## Appendix. Branching criterion for three chain carriers with comparable rates

### Problem

A formal isothermal mechanism has the structure of hydrogen–oxygen branching, with carriers H, O and OH:

| Step | Reaction | Pseudo-first-order rate |
|---|---|---|
| 1 | OH + H₂ → H₂O + H | $a_1=k_1[\mathrm{H_2}]$ |
| 2 | H + O₂ → OH + O | $a_2=k_2[\mathrm{O_2}]$ |
| 3 | O + H₂ → OH + H | $a_3=k_3[\mathrm{H_2}]$ |
| g | H + O₂ + M → HO₂ + M | $k_g[\mathrm{O_2}][\mathrm M]$ |
| w | H → wall | $k_w$ |

HO₂ is a dead end, reactants are not consumed, radical–radical steps are absent, and all molecules are equally efficient third bodies. The total number density is $[\mathrm M]$, with $[\mathrm{O_2}]=x[\mathrm M]$ and $[\mathrm{H_2}]=y[\mathrm M]$, the rest being N₂. The loss rate of H is $g=k_g[\mathrm{O_2}][\mathrm M]+k_w$.

Assumed inputs, all at $T_0=800$ K: $k_1=1.0\times10^{7}$, $k_2=1.0\times10^{7}$ and $k_3=5.0\times10^{6}\ \mathrm{nm^3\,s^{-1}}$; $k_g=1.0\times10^{10}\ \mathrm{nm^6\,s^{-1}}$; $k_w=900\ \mathrm{s^{-1}}$, independent of density; $x=0.25$, $y=0.50$. The constant $k_2$ follows an Arrhenius law with assumed $E_2=0.70$ eV, while $k_g$ and $k_w$ are independent of temperature. The values of $k_2$, $E_2$ and $k_g$ are of the typical order for these reactions; $k_1$ and $k_3$ are set low on purpose, so that no carrier is fast. The inputs are treated as exact numbers of the model.

(a) Find the critical condition. (b) At $[\mathrm M]=1.0\times10^{-3}\ \mathrm{nm^{-3}}$ compare the leading eigenvalue with the reduced branching factor, also for $k_1$ and $k_3$ multiplied by $f=10$ and $100$. (c) Find the two limits at 800 K. (d) Find the tip of the peninsula. (e) Repeat (b) and (c) at $f=1$ with an assumed wall loss $b=300\ \mathrm{s^{-1}}$ for both O and OH.

### Solution

**(a) Criterion.** With $\mathbf n=([\mathrm H],[\mathrm O],[\mathrm{OH}])^{T}$ and an initiation vector $\mathbf w$ in $\mathrm{nm^{-3}\,s^{-1}}$, the rate equations are $d\mathbf n/dt=\mathbf w+A\mathbf n$ with

$$A=\begin{pmatrix}-(a_2+g)&a_3&a_1\\ a_2&-a_3&0\\ a_2&a_3&-a_1\end{pmatrix}.$$

The off-diagonal elements are non-negative and every carrier leads to every other. The Perron–Frobenius theorem, applied to $A$ plus a large multiple of the unit matrix, then states that the eigenvalue $\lambda$ of largest real part is real and simple, and that it alone has a positive eigenvector. The carriers reach the steady state $-A^{-1}\mathbf w$ for $\lambda<0$ and grow as $e^{\lambda t}$ for $\lambda>0$. Criticality is $\lambda=0$. This implies $\det A=0$; the converse needs proof that the vanishing eigenvalue is the leading one.

Rows two and three of $A\mathbf n=\lambda\mathbf n$ give

$$\frac{[\mathrm O]}{[\mathrm H]}=\frac{a_2}{\lambda+a_3},\qquad \frac{[\mathrm{OH}]}{[\mathrm H]}=\frac{a_2(\lambda+2a_3)}{(\lambda+a_1)(\lambda+a_3)},$$

and row one becomes $G(\lambda)=0$ with

$$G(\lambda)=\lambda+a_2+g-\frac{a_2a_3}{\lambda+a_3}-\frac{a_1a_2(\lambda+2a_3)}{(\lambda+a_1)(\lambda+a_3)} .$$

For $\lambda>-\min(a_1,a_3)$ the function $G$ rises monotonically from $-\infty$ to $+\infty$, and both ratios are positive, so its single root there is the leading eigenvalue. Since $G(0)=g-2a_2$, the root has the sign of

$$\varphi=2a_2-g=2k_2[\mathrm{O_2}]-k_g[\mathrm{O_2}][\mathrm M]-k_w .$$

The factor 2 counts carriers: step 2 followed by step 3 and twice step 1 returns three H atoms for one. Clearing denominators gives $\det(\lambda I-A)=\lambda^3+c_2\lambda^2+c_1\lambda+c_0$ with

$$c_2=a_1+a_2+a_3+g,\quad c_1=a_1a_3+g(a_1+a_3),\quad c_0=-\det A=-a_1a_3\varphi .$$

The condition $\varphi=0$ is therefore exact for any $a_1$ and $a_3$, provided O and OH are lost only through steps 3 and 1. The identification $\lambda=\varphi$ is not exact. It comes from setting $d[\mathrm O]/dt=d[\mathrm{OH}]/dt=0$, which yields $d[\mathrm H]/dt=w_{\mathrm H}+\varphi[\mathrm H]$ for initiation into H. With $s=1/a_1+1/a_3$, the cubic divided by $a_1a_3$ reads $\lambda[1+(g+\lambda)s]+\lambda^2(a_2+g+\lambda)/(a_1a_3)=\varphi$. For fast O and OH, $g+\lambda\to g+\varphi=2a_2$, and the last term on the left is of second order in the small times $1/a_1$, $1/a_3$. Near a limit, $g+\lambda\to2a_2$ again and that term is of second order in $\lambda$. Both cases give

$$\lambda\approx\lambda_1=\frac{\varphi}{1+2a_2s}.$$

For $\varphi>0$ the bound $\lambda<-c_0/c_1$ holds, because the cubic and quadratic terms are positive.

**(b) Growth rate.** The density corresponds to $p=[\mathrm M]k_BT_0=11.0$ kPa. Then $[\mathrm{O_2}]=2.5\times10^{-4}$ and $[\mathrm{H_2}]=5.0\times10^{-4}\ \mathrm{nm^{-3}}$, and in $\mathrm{ms^{-1}}$ ($10^3\ \mathrm{s^{-1}}$)

$$a_1=5.0,\quad a_2=2.5,\quad a_3=2.5,\quad k_g[\mathrm{O_2}][\mathrm M]=2.5,\quad g=3.4,\quad\varphi=1.6 .$$

The coefficients are $c_2=13.4\ \mathrm{ms^{-1}}$, $c_1=38.0\ \mathrm{ms^{-2}}$ and $c_0=-20.0\ \mathrm{ms^{-3}}$. These inputs have $a_1=2a_3$, a special relation that makes $-a_1$ an eigenvalue and leaves the quadratic $\lambda^2+(a_2+g+a_3)\lambda-a_3\varphi=0$. Here it is $\lambda^2+(8.4\ \mathrm{ms^{-1}})\lambda-4.0\ \mathrm{ms^{-2}}=0$, so

$$\lambda=-4.2\ \mathrm{ms^{-1}}+\sqrt{21.64\ \mathrm{ms^{-2}}}=0.4519\ \mathrm{ms^{-1}},$$

and the other eigenvalues are $-5.0$ and $-8.852\ \mathrm{ms^{-1}}$. The bound is $-c_0/c_1=0.526\ \mathrm{ms^{-1}}$. The $e$-folding time is $1/\lambda=2.21$ ms, against $1/\varphi=0.625$ ms from the reduced equation. The growing mode has $[\mathrm O]/[\mathrm H]=[\mathrm{OH}]/[\mathrm H]=0.847$. O and OH are nearly as abundant as H, and the branching gain must build up all three populations, which the reduced equation ignores.

Scaling $k_1$ and $k_3$ preserves $a_1=2a_3$, leaves $\varphi$ unchanged and gives $2a_2s=3.0/f$:

| $f$ | $\lambda$ ($\mathrm{ms^{-1}}$) | $\lambda_1$ ($\mathrm{ms^{-1}}$) | $\varphi/\lambda$ |
|---|---|---|---|
| 1 | 0.4519 | 0.4000 | 3.54 |
| 10 | 1.2444 | 1.2308 | 1.29 |
| 100 | 1.5537 | 1.5534 | 1.03 |

At $f=1$ the estimate $\lambda_1$ lies 11.5 % below the exact root, since neither $2a_2s$ nor $\varphi/g$ is small. The ratio $2a_2s$ does not depend on density, so $\lambda/\varphi\to0.25$ at both limits for $f=1$.

**(c) Limits.** The condition $\varphi=0$ is the quadratic $k_gx[\mathrm M]^2-2k_2x[\mathrm M]+k_w=0$, with roots

$$[\mathrm M]_{1,2}=\frac{k_2}{k_g}\left(1\mp\sqrt{1-\frac{k_gk_w}{k_2^2x}}\right),$$

and $\varphi>0$ between them. Here $k_2/k_g=1.0\times10^{-3}\ \mathrm{nm^{-3}}$, the density of maximum $\varphi$, and $k_2^2x/k_g=2500\ \mathrm{s^{-1}}$. The ratio under the root is $900/2500=0.36$ and the root is $0.80$, so

$$[\mathrm M]_1=2.0\times10^{-4}\ \mathrm{nm^{-3}},\qquad[\mathrm M]_2=1.8\times10^{-3}\ \mathrm{nm^{-3}} .$$

The familiar one-term limits hold when the ratio is small. Dropping gas termination gives $k_w=2k_2[\mathrm{O_2}]$, or $[\mathrm M]=k_w/2k_2x=1.8\times10^{-4}\ \mathrm{nm^{-3}}$, which is 10 % low; the dropped term is $100\ \mathrm{s^{-1}}$ beside $900\ \mathrm{s^{-1}}$. Dropping the wall gives $[\mathrm M]=2k_2/k_g=2.0\times10^{-3}\ \mathrm{nm^{-3}}$, which is 11 % high; the dropped term is $900\ \mathrm{s^{-1}}$ beside $8100\ \mathrm{s^{-1}}$.

**(d) Tip.** The roots merge when the square root vanishes,

$$k_2^2x=k_gk_w,\qquad[\mathrm M]^*=k_2(T^*)/k_g ,$$

where wall and gas termination are equal. This requires $k_2(T^*)/k_2(T_0)=\sqrt{0.36}=0.60$. With $k_B=8.617\times10^{-5}\ \mathrm{eV\,K^{-1}}$,

$$\frac1{T^*}=\frac1{T_0}+\frac{k_B}{E_2}\ln\frac1{0.60}=(1.2500\times10^{-3}+6.29\times10^{-5})\ \mathrm{K^{-1}}=1.3129\times10^{-3}\ \mathrm{K^{-1}} .$$

The model's tip lies at $T^*=762$ K and $[\mathrm M]^*=6.0\times10^{-4}\ \mathrm{nm^{-3}}$, or 6.3 kPa, for every $f$. Below $T^*$ the leading eigenvalue is negative at all densities. The two one-term limits cross at $4k_2^2x=k_gk_w$, a rate ratio of $0.30$ and a temperature of 715 K, so their crossing does not locate the tip. An assumed variation $k_gk_w\propto T^{-1/2}$ would raise $T^*$ by 0.9 K. A diffusion-controlled wall loss, $k_w\propto1/[\mathrm M]$, would turn $\varphi=0$ into a cubic and change the merging condition.

**(e) Loss of O and OH.** The diagonal elements become $-(a_3+b)$ and $-(a_1+b)$. With survival probabilities $p_3=a_3/(a_3+b)$ and $p_1=a_1/(a_1+b)$, the argument of (a) gives $\det A=(a_1+b)(a_3+b)\varphi_b$ and a leading eigenvalue with the sign of

$$\varphi_b=a_2\,[\,p_3+p_1(1+p_3)-1\,]-g .$$

For $a_1=2a_3$ the bracket equals $3p_3-1$. At $[\mathrm M]=1.0\times10^{-3}\ \mathrm{nm^{-3}}$, $p_3=0.893$ and $\varphi_b=0.796\ \mathrm{ms^{-1}}$. The leading eigenvalue is the positive root of $(\lambda+a_2+g)(\lambda+a_3+b)=3a_2a_3$, namely $0.249\ \mathrm{ms^{-1}}$. Solving $\varphi_b=0$ numerically for the density gives limits of $3.97\times10^{-4}$ and $1.55\times10^{-3}\ \mathrm{nm^{-3}}$. A loss rate one third of $k_w$ nearly doubles the first limit, because $a_1$ and $a_3$ shrink with density while $b$ does not. The reduced $\varphi$ now misplaces the boundary itself, and only $b\ll a_1,a_3$ restores it.

All these numbers are the model's. In real hydrogen–oxygen mixtures near 800 K, $k_3$ is typically about ten times and $k_1$ about a hundred times $k_2$, so $\lambda$ lies much closer to $\varphi$ than at $f=1$; and in vessels several centimetres wide the tip typically lies near or somewhat below 700 K at about 1 kPa, several times below the model's pressure, which follows from the large assumed $k_w$.